Squashing and stretching TiSi₂ at constant volume

When one axis of a crystal is shortened and the other two lengthen to keep the volume, the crystal stores elastic energy. In the table this is done to TiSi₂ along its c axis. The axial ratio compares c with the two axes across it, a and b, and is 1 for the relaxed starting cell. The energy change is counted from that cell, and a positive pressure means that the strained crystal pushes outwards on its surroundings when averaged over the three axes.

TiSi₂ (space group Cmcm, 6-atom cell) strained along c at a fixed volume of 14.35 Å³/atom, with fractional coordinates fixed. Ansatz 0.2.0, PBE, plane-wave PAW, scalar-relativistic, no spin polarisation; cutoff 420 eV, k mesh 16×16×14, Gaussian smearing of 0.15 eV. Energy changes are in free energy, counted from the cell at ratio 1; pressure is positive in compression.

```
axial ratio (over its starting value)  energy change (meV/atom)  pressure (GPa)
                                 0.85                     146.6            4.81
                                 0.92                      40.7            2.12
                                 0.96                       9.9            0.92
                                  1.0                       0.0            0.00
                                  1.1                      53.7           -0.82
                                  1.2                     184.4            0.82
```

1. Which end of the scan costs more, and is the crystal stiffer there?

The stretched end costs more: 184 meV/atom at 1.2 against 147 at 0.85, a factor of 1.26. It is also the more strongly strained end. Strain is best measured here by the logarithm of the axial ratio, u, because equal steps in u multiply the ratio by equal factors. The square of u is larger at 1.2 by the same factor of 1.26, so the numbers give no sign that this crystal resists stretching more than squashing.

2. Can one small strain predict the large ones?

Near a minimum the energy should follow a spring law with a stiffness K:

E = ½ K u²

K can be had from stresses alone. At fixed volume, c grows as exp(2u/3) while a and b shrink as exp(−u/3). The work done against the stresses σ, positive in compression, is then

dE/du = −V (2σc − σa − σb) / 3

with V = 14.35 Å³ the volume per atom. At 0.96 the same calculation gives stresses of −1.66, −1.89 and 6.30 GPa along a, b and c:

(2 × 6.30 + 1.66 + 1.89) / 3 = 5.38 GPa
dE/du = −5.38 × 14.35 / 160.2 = −0.482 eV/atom

where 160.2 GPa equals 1 eV/Å³. The starting cell has a small leftover slope of −0.004 eV/atom, which is subtracted:

K = (−0.482 + 0.004) / ln 0.96 = 11.7 eV/atom
E(1.2) = ½ × 11.7 × (ln 1.2)² ≈ 0.19 eV/atom

No energy went into this estimate. It lies about 6 % above the computed energy at 1.2 and as far above it at 0.85, while at 0.92 and 1.1 it is good to about 1 %. The spring law therefore serves for moderate strains. Towards both ends the crystal softens, and the energy hides much of this because it adds up the work along the whole path. The slope shows it better: from 1.1 to 1.2, dE/du rises by 0.74 eV/atom over a step of 0.087 in u, which is a local stiffness of only about 8.5 eV/atom.

3. Why is there any pressure if the volume never changes?

Pressure is the mean of the stresses along the three axes, and a change of shape need not leave that mean at zero. The energy depends on volume as well as on shape, and its derivative with respect to volume gives the pressure two leading parts:

p = −A u + B u²

The first part is allowed because the three axes are not equivalent. When c is squashed, it pushes outwards harder than a and b together pull inwards; under a small stretch the signs reverse. The second part has the same sign for squashing and stretching. It is positive if the stiffness K falls as the volume grows, since a strained crystal can then lower its energy by expanding.

Under squashing the two parts add, which is why the pressure climbs to 4.8 GPa at 0.85. Under stretching they compete: the first wins at 1.1 and the second at 1.2. A least-squares fit of A and B to all six rows reproduces these signs but misses the pressure at 1.1 by 0.34 GPa, about two fifths of its value. The formula explains the shape of the curve and is too crude for interpolation. That K falls with volume is only inferred here, from the sign of B; a second scan at another volume would test it.

A cubic crystal strained along a cube axis makes a useful contrast. Its three axes are equivalent, so the first part vanishes by symmetry, and the pressure begins with the same sign on both sides of the minimum.

4. The pressure passes through zero again between 1.1 and 1.2. Has the crystal found a second state of rest?

No. At 1.2 the stresses are 9.0 GPa along a, 13.4 along b and −19.9 along c. They nearly cancel in the mean, yet each is large, and together they drive the crystal back towards its starting shape. In a strained cell the separate stresses must be read; a pressure near zero does not show that the load is gone.

5. Is there another minimum along the path?

None appears at the computed points. On both sides of 1.0 the slope dE/du points back to the starting cell, although the points are too widely spaced to exclude a shallow dip between them. The path from body-centred to face-centred cubic metals is different: it passes through two cubic shapes, and symmetry forces the energy to be level at each. This scan keeps the same orthorhombic symmetry throughout, so its minimum lies at 1.0 because the starting cell was relaxed, and no symmetry puts it there. The scan shows a minimum along this path only; the stable bulk form of TiSi₂, known as C54, has a different structure and does not lie on it.

6. What would change if the atoms were allowed to relax?

The energies of the strained cells would fall. The atoms were carried along with the cell in fixed proportion, and this leaves forces of up to 0.8 eV/Å at 1.2, against about 0.01 in the starting cell. All these forces point along b, the one direction in which the symmetry leaves the atoms free to move. The energy changes are thus upper bounds for a crystal with relaxed atoms, and K is expected to lie above its stiffness for small strains. By how much they would drop was not calculated, so the atoms should be relaxed at each strain before K is compared with measured elastic constants. Even then K, divided by the volume per atom, is a combination of several elastic constants and not a single one.

7. Which digits can be trusted?

As far as the smearing goes, the energy changes hold to about 1 meV/atom, so the decimals at large strains mean little. Removing the effect of the smearing shifts the energy changes by up to 0.8 meV/atom, mostly at the large strains. At 0.96, where the energy change is only 9.9 meV/atom, the leftover stress of the starting cell accounts for about 0.2 meV/atom. Energies and stresses also support each other: adding up the work from the stresses, step by step, reproduces each energy step to within 2 %. That agreement tests consistency only. A denser k mesh or a higher cutoff was not tried, and neither check covers the missing relaxation of the atoms.
